Q: I have localised the filled bands of PbSe into ten functions, and I'd like to read the bonding from them. The crystal is cubic and each Se has six equal Pb neighbours. How do I sort the list?

Wannier functions of the ten filled bands of PbSe (Fm-3m), calculated with GPAW 26.7.0 (PBE, PAW, 600 eV plane-wave cutoff, 8×8×8 k mesh, no spin-orbit coupling) and localised with ASE from a random start on a 5×5×5 k mesh. Centres are given as fractions of the edges of the two-atom primitive cell.

```
row  function a (fractional)  function b (fractional)  function c (fractional)  function spread (angstrom^2)
  1                    1.000                    1.000                    0.000                         0.338
  2                    1.000                    0.000                    0.000                         0.333
  3                    1.000                    0.000                    0.000                         0.334
  4                    0.431                    0.394                    0.579                         2.496
  5                    0.999                    0.000                    0.001                         2.487
  6                    1.000                    1.000                    0.000                         0.332
  7                    0.662                    0.428                    0.485                         2.277
  8                    0.430                    0.594                    0.580                         2.499
  9                    1.000                    0.000                    0.000                         0.342
 10                    0.475                    0.584                    0.357                         2.357
```

A: Start with what a row is. The filled bands extend through the whole crystal, and the calculation recombines them into localised Wannier functions, each holding two electrons. Function a, b and c give the centre of such a function as fractions of the cell edges. Function spread is the mean squared distance of its charge from that centre, so a small value means a compact function.

Q: Then rows 1, 2, 3, 6 and 9 belong together. Their spreads are all close to 0.34 Å², and their coordinates are all 0 or 1, which is the same Pb site in a repeating crystal.

A: Those are the five 5d functions of Pb, a filled shell that takes little part in bonding. Spin-orbit coupling, which was left out here, would split this shell in energy but wouldn't move it off the site. The other five functions hold the valence electrons, and the pattern gets interesting there.

Q: Pb has given two electrons to Se in the ionic picture. Se then has a full shell of one s and three p orbitals, so I expect four functions on Se. Rows 4, 7, 8 and 10 must be those, but none of them sits at the Se site, which is at one half along each edge.

A: They lie between 0.54 and 0.59 Å from it. Localisation has mixed the s orbital with the p orbitals. An s orbital has the same sign on both sides of the nucleus and a p orbital changes sign, so their sum is large on one side and small on the other. Each mixture, or hybrid, is therefore lopsided, although the orbitals it is made from are centred on the nucleus.

Q: Does that make the Se ion itself lopsided?

A: Add the centres and see. For function a the four rows give $0.431+0.662+0.430+0.475=1.998$, which is four times one half within the rounding of the coordinates. The other two directions cancel in the same way. The four functions together have their centre on Se, as the inversion symmetry of the crystal demands.

Q: So I should find four equal hybrids pointing to the corners of a tetrahedron. Which rows break that?

A: Equal hybrids would share one spread, and the mean of the four is 2.41 Å². Row 7 breaks the pattern most, lying 0.13 Å² below the mean. Row 10 is 0.05 Å² below it, while rows 4 and 8 are each about 0.09 Å² above. These breaks are far larger than the last printed digit.

Q: Is row 7 a stronger bond, then?

A: The crystal offers no special Pb neighbour for it to bond to, since all six are equivalent. Look instead at how the single s orbital has been divided. Let $w$ be the share of s in a hybrid, so that the hybrid is $\sqrt{w}\,s+\sqrt{1-w}\,p$. The s and p parts are each centred on the nucleus, and only their cross term shifts the charge. The centre is then displaced by

$$d = 2D\sqrt{w(1-w)},$$

where $D$ is the length that measures how strongly s and p together shift charge to one side.

Q: I know the displacement $d$ from the calculation, but I know neither $D$ nor $w$.

A: There is only one s orbital to hand out, so the four shares must add to one. That condition fixes $D$ at about 0.65 Å when the four distances from Se are put in. The shares come out as 0.22 for rows 4 and 8, 0.27 for row 10 and 0.29 for row 7. An equal division would have given each hybrid one quarter.

Q: You have turned four distances into four shares. How do I know that they mean anything?

A: Use them to predict something else, such as the angle between two hybrids as seen from Se. Different functions must be orthogonal, which means that their overlap vanishes. The s parts of two hybrids overlap positively, so the p parts must point away from each other just enough to cancel that:

$$\cos\theta = -\sqrt{\frac{w_1 w_2}{(1-w_1)(1-w_2)}}.$$

For rows 7 and 10 this is $-\sqrt{0.29\times0.27/(0.71\times0.73)}=-0.39$, or an angle of 113°.

Q: And the centres in the table?

A: They also give 113°. The angles from row 10 to rows 4 and 8 agree with the model within a degree. No angle was used to find the shares, although the cancellation of the four displacements already ties angles and distances together to some extent. The agreement supports the picture of one s and three p orbitals divided unevenly, but it isn't a direct measurement of orbital content.

Q: Why should a larger share of s make the function narrower? Row 7 is also the one whose centre lies farthest from the nucleus.

A: Both facts work in the same direction. The spread is measured from the function's own centre, so it equals the mean squared distance from the nucleus minus $d^2$. Between rows 8 and 7 the spread falls by 0.22 Å², and the larger displacement accounts for $0.592^2-0.541^2=0.06$ Å² of that. The rest is charge that really lies closer to the nucleus, as it should when a hybrid takes more of the compact s orbital.

Q: So the breaks disappear once I plot the spread against the share of s?

A: They do. A least-squares straight line through the four Se rows reproduces their spreads to about a thousandth of an Å². Don't be too impressed, because rows 4 and 8 almost coincide and the line has two constants to meet what are in effect three points. The useful result is that one quantity, the share of s, orders all four functions.

Q: Is there a check that doesn't rest on lengths and angles?

A: The energy provides one. The same calculation gives each function a mean energy, and more s should lower it, because the 4s level of Se lies well below the 4p level. A line fitted to the same four rows falls by about 10 eV from no s to pure s. The sign is right and the rows follow the line closely, although they again amount to about three points. These mean energies aren't band levels, and row 7 doesn't mark a separate state that an experiment could pick out.

Q: I'm still uneasy. If localisation looks for the most compact functions, why doesn't it choose the equal division?

A: Because it judges the functions as a set. Moving a little s from one hybrid to another makes the first wider and the second narrower, and to first order the two changes cancel. What remains is the effect on the summed squares of the displacements, which the model gives as $4D^2(1-\sum w^2)$. That sum is greatest for equal shares, but it is very flat around them.

Q: How flat?

A: In this model the uneven division costs the whole set something of the order of 0.01 Å². A single function can thus change visibly while the quantity being optimised hardly moves. It is like a long, level valley, in which a small push decides where you come to rest.

Q: What gives the push here?

A: The directions offer a hint. Rows 4 and 8 point within 10° of a Pb neighbour, row 10 is about 26° away from one, and row 7 about 40°. The functions that aim at a neighbour have the least s, and the one that aims between neighbours has the most. The centres also keep a mirror plane of the crystal: rows 4 and 8 are very nearly mirror images of each other, and rows 7 and 10 lie almost in the plane. A search that had merely stopped at a random point of the valley would hardly do that. The push therefore probably follows the symmetry of the crystal. It may come from the six neighbours or from the coarse 5×5×5 mesh, which has the same symmetry and enters the way the program measures compactness. This run can't separate the two. A single random start can't show whether another arrangement would be just as good.

Q: So these four functions aren't four bonds.

A: No, because four lobes have to serve six equal neighbours. Compare zinc selenide in its zinc blende form, where each Se has four neighbours at the corners of a tetrahedron. There each hybrid can point at its own neighbour, symmetry favours equal shares, and the functions do look like the bonds a chemist draws. In PbSe the tetrahedron comes from mixing one s with three p orbitals, and the crystal doesn't share its shape.

Q: What would happen if I localised only the three upper bands that come mainly from Se 4p?

A: Then there would be no Se 4s function to mix in. I would expect three p-like functions centred on Se, with no displacement to explain. The crystal and its charge density would be exactly the same, and only your choice of bands would have changed. That is a good way to remember where the displacement comes from.

Q: That leaves row 5. Its spread of 2.487 Å² would fit among the Se functions, but it sits on Pb.

A: This is the second break, and it has a different cause. Row 5 is the 6s pair that Pb keeps when it gives away its two 6p electrons. The Se functions moved off their nucleus because filled s and p orbitals on the same atom could mix. The 6s pair has no such partner on Pb, where the 6p shell is largely empty. The pair therefore stays centred, and its similar width doesn't make it a relative of the Se hybrids.

Q: May I conclude that the lone pair in PbSe has no wish to move off centre?

A: That would ask too much of this row. The atoms were held in a structure with an inversion centre at Pb, and a lone function on that site has to respect it. In a lead compound where the Pb site lacks such a centre, empty p character can mix into the pair and push it to one side. To learn whether PbSe leans that way, you would have to displace the Pb atom and follow the energy.

Q: Then what can I safely take from a list like this?

A: Take what belongs to a whole group: five d functions and one s pair on Pb, and four functions whose common centre is Se. Treat the differences between the four as an uneven division of one s orbital, which changes the total spread very little. Before you give row 7 a meaning of its own, repeat the localisation from several random starts and on a finer mesh. If the same uneven shares return each time, the six neighbours are the likely cause. If the shares even out on the finer mesh, the coarse mesh gave the push. If the shares change while the total spread stays put, the crystal allows several divisions that are almost equally good, and row 7 is only one choice among them.
